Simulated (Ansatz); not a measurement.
# MgS: the change of pressure with volume scale

All results are calculated (Ansatz 0.2.0). Periodic Kohn-Sham DFT of a crystal at fixed atoms, scaled to volume_scale times the given cell; pressure positive in compression, energy less spherical unpolarised free atoms, largest_vzz the field gradient of largest size among the nuclei.

The cell before it is scaled or strained (space group Fm-3m, No. 225):
```
MgS
1.0
      0.0000     2.6017     2.6017
      2.6017     0.0000     2.6017
      2.6017     2.6017     0.0000
Mg S
1 1
Direct
  0.00000 0.00000 0.00000
  0.50000 0.50000 0.50000
```

Settings of every row: method all-electron PAW; functional LDA; relativity scalar; k mesh 8x8x8; filling fermi-dirac; smearing width 0.01 eV; nucleus gaussian.

Atom start moment: 0 on all atoms.

```
row  volume scale  V (Å³/atom)  pressure (GPa)
  1          0.94       16.554               ?
  2          0.96       16.904          -0.152
  3          0.98       17.258          -1.785
  4          0.99       17.434          -2.539
  5             1       17.609          -3.253
  6          1.01       17.787          -3.931
  7          1.02       17.963          -4.574
  8          1.04       18.315          -5.762
  9          1.06       18.665           -6.83
```

Question: what pressure should row 1 give?

Worked fit of pressure. Take u = (V_r/V)^(2/3) − 1 with V_r = 17.698 Å³ an atom, which is twice the finite (Eulerian) strain; such expansions in the strain, on which the Birch-Murnaghan equation of state is built, carry the rest volume and the bulk modulus. The shown rows have u = 0.03107, 0.01693, 0.01007, 0.00337, -0.00334, -0.00986, -0.02259, -0.03484. Least squares give pressure = −3.5948 + 102.276 × u + 272.83 × u² GPa; a straight line predicts inner rows, each left out in turn, worse (root mean square 0.09 against 0.0044 GPa). The rows lie off it by 0.002, 0.000, -0.002, -0.006, 0.002, 0.003, 0.004, -0.003 (root mean square 0.0032 GPa). The withheld row has u = 0.04556, so the fit gives −3.5948 + 102.276 × (0.04556) + 272.83 × (0.04556)² = 1.631 GPa.

The calculation gave 1.661 GPa. The fit lies 0.030 GPa (1.8 % of the value, 0.35 % of the column's range) below it; its largest miss of a shown row is 0.006 GPa. This row lies beyond the range of the fit.
